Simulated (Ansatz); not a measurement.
GeH2 (SMILES [H][Ge][H]): methods side by side

GeH2: 3 atoms, total charge 0, spin state singlet. As SMILES, `[H][Ge][H]`. Geometry: a GFN2-xTB relaxation, a rough one for these elements and not checked as a minimum.

```csv
atom,x (Å),y (Å),z (Å)
Ge,0.0046,-0.0091,-0.7810
H,1.0988,-0.0178,0.3984
H,-1.1034,0.0269,0.3826
```

Each level gives the energy change with the Ge1–H3 bond stretched from 1.607 to 2.009 Å (eV). The values are calculated.

```tsv
level	kind	program	value (eV)	less CCSD(T)/STO-3G	CPU time (all runs)
HF/STO-3G (restricted)	Hartree–Fock	Ansatz	1.70	+0.48	0.18 s
SVWN5/STO-3G (restricted)	LDA	Ansatz	1.42	+0.20	2.2 s
r2SCAN/STO-3G (restricted)	meta-GGA	Ansatz	1.45	+0.23	6.2 s
PBE0/STO-3G (restricted)	global hybrid	Ansatz	1.47	+0.25	1.7 s
r2SCAN0/STO-3G (restricted)	hybrid meta-GGA	Ansatz	1.52	+0.30	4 s
wB97X/STO-3G (restricted)	range-separated hybrid	Ansatz	1.59	+0.37	24 s
B2PLYP/STO-3G (restricted)	double hybrid	Ansatz	1.45	+0.23	2 s
MP2/STO-3G (restricted)	perturbation theory	Ansatz	1.45	+0.23	0.21 s
CCSD(T)/STO-3G (restricted)	coupled cluster or CI	Ansatz	1.22	0.00	0.36 s
CCSDTQ/STO-3G (restricted)	coupled cluster or CI	Ansatz	1.22	0.00	18 s
```

Differences are taken from CCSD(T)/STO-3G (restricted) for orientation; it has basis-set and higher-order errors of its own. All-electron rows without a relativistic Hamiltonian named are non-relativistic. The first shape isn't each level's own minimum. The values span 1.22 to 1.70 eV. All rows use very small basis sets, so even the best lies far from the true value. In the correlated wave-function rows the outer d shell of Ge is correlated, in sets not made for it. Times are those of the runs behind each value, whatever else they computed, on shared processors of several kinds: orders of magnitude only.

Stretching one Ge–H bond costs most at the Hartree–Fock level, 1.70 eV, and least with coupled cluster, 1.22 eV. As the bond lengthens, its σ and σ* orbitals draw closer in energy and left-right correlation grows. A single closed-shell determinant misses this and keeps too much ionic character. The minimal basis leaves little besides the Ge–H σ* orbitals and the empty Ge 4p orbital to correlate into, so the correlation recovered is mostly of this kind. MP2 captures only about half of the lowering.

Adding exact exchange to r2SCAN raises the cost from 1.45 to 1.52 eV, a shift towards Hartree–Fock. B2PLYP stays at 1.45 eV, probably because its perturbative correlation offsets its large share of exact exchange.

CCSD(T) and CCSDTQ agree to the printed precision, so higher excitations hardly affect this moderate stretch within the basis. That agreement doesn't carry over to full dissociation, where a restricted reference becomes much poorer and perturbative triples can fail.
